**s→d promotion energies of period-4 metal atoms: pair counts and the failure of MP2**

The table holds energies of a d-richer configuration above the ground one for neutral atoms from K to Ni without Cr, from unrestricted HF, valence MP2 and valence SCS-MP2 in the def2-TZVPPD basis, non-relativistic, with PySCF. The program counts electrons moved and spin pairs, takes one Racah parameter from the uneven HF steps, splits the MP2 shift into opposite-spin and same-spin parts with the standard scaling factors, compares with CCSD(T) of the same runs and makes a hydrogenic estimate for K. The correlation shift is positive for Ca, Sc and Ti and negative for Mn to Ni, and its late growth follows the number of new d–d pairs, with Mn and Ca as misfits. MP2 recovers 0.60 to 0.74 of the CCSD(T) shift early and overshoots late, putting Ni 2.35 eV under CCSD(T) with the wrong sign. The K value lies about 0.6 eV above the hydrogenic estimate.

s→d promotion energies of neutral period-4 atoms (final minus ground configuration, both at highest spin), computed with PySCF 2.14.0 and def2-TZVPPD, non-relativistic with a point nucleus. Each state is one real unrestricted determinant, and valence MP2 and SCS-MP2 correlate only the 3d and 4s electrons. A negative value puts the final configuration lower.

## Script

```python
# Table: s->d promotion energies (eV) of neutral period-4 metal atoms, PySCF, UHF / valence MP2 / SCS-MP2,
# def2-TZVPPD, non-relativistic. Tested: electron-pair counts, the opposite-/same-spin split of the MP2
# shift, errors against CCSD(T) of the same runs, and a hydrogenic estimate for the 3d electron of K.
T = {
    'species': ['K', 'Ca', 'Sc', 'Ti', 'V', 'Mn', 'Fe', 'Co', 'Ni'],
    'Z': [19, 20, 21, 22, 23, 25, 26, 27, 28],
    'N': [19, 20, 21, 22, 23, 25, 26, 27, 28],
    'config': ['[Ar] 4s1', '[Ar] 4s2', '[Ar] 3d1 4s2', '[Ar] 3d2 4s2', '[Ar] 3d3 4s2', '[Ar] 3d5 4s2', '[Ar] 3d6 4s2', '[Ar] 3d7 4s2', '[Ar] 3d8 4s2'],
    'final': ['[Ar] 3d1', '[Ar] 3d2', '[Ar] 3d2 4s1', '[Ar] 3d3 4s1', '[Ar] 3d5', '[Ar] 3d6 4s1', '[Ar] 3d8', '[Ar] 3d9', '[Ar] 3d10'],
    'hf': [3.41, 5.83, 1.0, 0.58, 3.48, 3.17, 7.45, 7.19, 5.74],  # eV
    'mp2_valence': [3.41, 6.23, 1.44, 0.81, None, 2.09, 3.22, 1.75, -0.52],  # eV
    'scs_mp2_valence': [3.41, 6.4, 1.76, 1.35, None, 2.08, 3.3, 2.26, 0.34],  # eV
}
import re
from scipy.constants import physical_constants as pc
sp = T['species']
H, M, S = (dict(zip(sp, T[k])) for k in ('hf', 'mp2_valence', 'scs_mp2_valence'))
def occ(c, sh):
    m = re.search(sh + r'(\d+)', c)
    return int(m.group(1)) if m else 0
def counts(c):  # highest spin: 4s electrons, unpaired, all opposite-spin pairs, d-d parallel, d-d opposite
    d, s = occ(c, '3d'), occ(c, '4s')
    u, w = min(d, 5), max(d - 5, 0)
    a, b = u + (s > 0), w + (s > 1)
    return s, a - b, a * b, u * (u - 1) // 2 + w * (w - 1) // 2, u * w
def split(h, m, s):  # standard SCS factors assumed: 6/5 opposite spin, 1/3 same spin
    os_ = ((s - h) - (m - h) / 3) / (1.2 - 1 / 3)
    return round(os_, 6) + 0.0, round(m - h - os_, 6) + 0.0
C, P = {}, {}
print('Changes in counts (OS opposite spin, par parallel); HF per moved electron, eV')
print('atom moved unpaired allOS dd_par dd_OS HF/moved')
for x, a, b in zip(sp, T['config'], T['final']):
    C[x] = [q - p for p, q in zip(counts(a), counts(b))]
    c = C[x]
    print(f'{x:3s} {-c[0]:4d} {c[1]:+7d} {c[2]:+6d} {c[3]:+6d} {c[4]:+6d} {H[x] / -c[0]:8.2f}')
print('HF steps, eV: ' + ', '.join(f'{a}->{b} {H[b] - H[a]:+.2f}' for a, b in
      (('Sc', 'Ti'), ('Ti', 'Mn'), ('Fe', 'Co'), ('Co', 'Ni'))))
d2 = (H['Co'] - H['Fe']) - (H['Ni'] - H['Co'])
print(f'Fe->Co minus Co->Ni step {d2:.2f} eV; if equal to 9B, B = {d2 / 9:.2f} eV (rough recalled 0.1)')
print('Valence shifts, eV: MP2-HF, SCS-HF, OS part, SS part, SS share, shift per new dd pair, SS per new dd_par')
for x in sp:
    if M[x] is None:
        continue
    P[x] = o, s = split(H[x], M[x], S[x])
    d, n = M[x] - H[x], C[x][3] + C[x][4]
    sh, pp = (f'{100 * s / d:.0f}%', f'{d / n:+.2f}') if C[x][4] else ('-', '-')
    ps = f'{s / C[x][3]:+.2f}' if C[x][3] else '-'
    print(f'{x:3s} {d:+6.2f} {S[x] - H[x]:+6.2f} {o:+6.2f} {s:+6.2f} {sh:>5s} {pp:>6s} {ps:>6s}')
print(f'table rounding 0.005 eV allows {0.01 / (1.2 - 1 / 3):.3f} eV in OS and about the same in SS')
# further outputs of the same runs, eV
CC = {'Ca': 6.410, 'Sc': 1.592, 'Ti': 0.962, 'Mn': 2.374, 'Ni': 1.834}  # valence CCSD(T); Ca equals FCI
CCSD = {'Ca': 6.410, 'Sc': 1.571, 'Ti': 0.939, 'Mn': 2.443, 'Ni': 2.310}
Vm, Vs, Vsd, Vc = 1.504, 2.975, 2.462, 2.385  # V subvalence MP2, SCS-MP2, CCSD, CCSD(T)
SUB = {'Fe': (2.245, 2.667), 'Co': (0.541, 1.382)}  # subvalence MP2, SCS-MP2
DFT = {'Fe': (2.581, 4.190), 'Co': (1.516, 3.699)}  # lowest and highest functional
SO = {'V': 0.043, 'Mn': -0.036, 'Fe': -0.013, 'Co': 0.044, 'Ni': 0.126}  # first-order spin-orbit
vo, vs = split(H['V'], Vm, Vs)
print(f'V subvalence: MP2-HF {Vm - H["V"]:+.2f}, OS {vo:+.2f}, SS {vs:+.2f}, CCSD(T)-HF {Vc - H["V"]:+.2f} eV')
print('CCSD(T), errors of HF, MP2, SCS (eV), MP2 shift / CCSD(T) shift, triples (eV)')
rows = [(x, CC[x], H[x], M[x], S[x], CCSD[x]) for x in CC] + [('V*', Vc, H['V'], Vm, Vs, Vsd)]
R = {}
for x, c, h, m, s, sd in rows:
    R[x] = (m - h) / (c - h)
    print(f'{x:3s} {c:5.2f} {h - c:+6.2f} {m - c:+6.2f} {s - c:+6.2f} {R[x]:5.2f} {c - sd:+6.2f}')
print('V* is subvalence. Mean abs error, five valence rows, eV: ' + ', '.join(
      f'{n} {sum(abs(D[x] - CC[x]) for x in CC) / 5:.2f}' for n, D in (('HF', H), ('MP2', M), ('SCS', S))))
for x in SUB:
    print(f'{x}: subvalence-valence MP2 {SUB[x][0] - M[x]:+.2f}, SCS {SUB[x][1] - S[x]:+.2f}; '
          f'functionals {DFT[x][0]:.2f} to {DFT[x][1]:.2f}, span {DFT[x][1] - DFT[x][0]:.2f} eV')
print('spin-orbit correction, eV: ' + ', '.join(f'{x} {v:+.2f}' for x, v in SO.items()))
b3d, IP = pc['Rydberg constant times hc in eV'][0] / 9, 4.3  # IP of K: rough recalled value
print(f'K: hydrogenic 3d binding {b3d:.2f} eV, mean radius {(3 * 9 - 6) / 2:.1f} bohr')
print(f'K: with recalled IP {IP} eV promotion about {IP - b3d:.1f}; table is {H["K"] - IP + b3d:.1f} eV higher')
assert all(P[x][0] > 0 > P[x][1] for x in ('Ca', 'Sc', 'Ti'))
assert all(P[x][0] < 0 and P[x][1] < 0 for x in ('Mn', 'Fe', 'Co', 'Ni'))
assert all(R[x] < 1 for x in ('Ca', 'Sc', 'Ti')) and all(R[x] > 1 for x in ('Mn', 'Ni', 'V*'))
assert M['Ni'] < 0 < CC['Ni'] and H['K'] > IP - b3d
```

Output:

```
Changes in counts (OS opposite spin, par parallel); HF per moved electron, eV
atom moved unpaired allOS dd_par dd_OS HF/moved
K      1      +0     +0     +0     +0     3.41
Ca     2      +2     -1     +1     +0     2.92
Sc     1      +2     -2     +1     +0     1.00
Ti     1      +2     -3     +2     +0     0.58
V      2      +2     -4     +7     +0     1.74
Mn     1      +0     +0     +0     +5     3.17
Fe     2      -2     +3     +3    +10     3.73
Co     2      -2     +2     +5    +10     3.60
Ni     2      -2     +1     +7    +10     2.87
HF steps, eV: Sc->Ti -0.42, Ti->Mn +2.59, Fe->Co -0.26, Co->Ni -1.45
Fe->Co minus Co->Ni step 1.19 eV; if equal to 9B, B = 0.13 eV (rough recalled 0.1)
Valence shifts, eV: MP2-HF, SCS-HF, OS part, SS part, SS share, shift per new dd pair, SS per new dd_par
K    +0.00  +0.00  +0.00  +0.00     -      -      -
Ca   +0.40  +0.57  +0.50  -0.10     -      -  -0.10
Sc   +0.44  +0.76  +0.71  -0.27     -      -  -0.27
Ti   +0.23  +0.77  +0.80  -0.57     -      -  -0.28
Mn   -1.08  -1.09  -0.84  -0.24   22%  -0.22      -
Fe   -4.23  -4.15  -3.16  -1.07   25%  -0.33  -0.36
Co   -5.44  -4.93  -3.60  -1.84   34%  -0.36  -0.37
Ni   -6.26  -5.40  -3.82  -2.44   39%  -0.37  -0.35
table rounding 0.005 eV allows 0.012 eV in OS and about the same in SS
V subvalence: MP2-HF -1.98, OS +0.18, SS -2.15, CCSD(T)-HF -1.10 eV
CCSD(T), errors of HF, MP2, SCS (eV), MP2 shift / CCSD(T) shift, triples (eV)
Ca   6.41  -0.58  -0.18  -0.01  0.69  +0.00
Sc   1.59  -0.59  -0.15  +0.17  0.74  +0.02
Ti   0.96  -0.38  -0.15  +0.39  0.60  +0.02
Mn   2.37  +0.80  -0.28  -0.29  1.36  -0.07
Ni   1.83  +3.91  -2.35  -1.49  1.60  -0.48
V*   2.38  +1.10  -0.88  +0.59  1.80  -0.08
V* is subvalence. Mean abs error, five valence rows, eV: HF 1.25, MP2 0.62, SCS 0.47
Fe: subvalence-valence MP2 -0.98, SCS -0.63; functionals 2.58 to 4.19, span 1.61 eV
Co: subvalence-valence MP2 -1.21, SCS -0.88; functionals 1.52 to 3.70, span 2.18 eV
spin-orbit correction, eV: V +0.04, Mn -0.04, Fe -0.01, Co +0.04, Ni +0.13
K: hydrogenic 3d binding 1.51 eV, mean radius 10.5 bohr
K: with recalled IP 4.3 eV promotion about 2.8; table is 0.6 eV higher
```
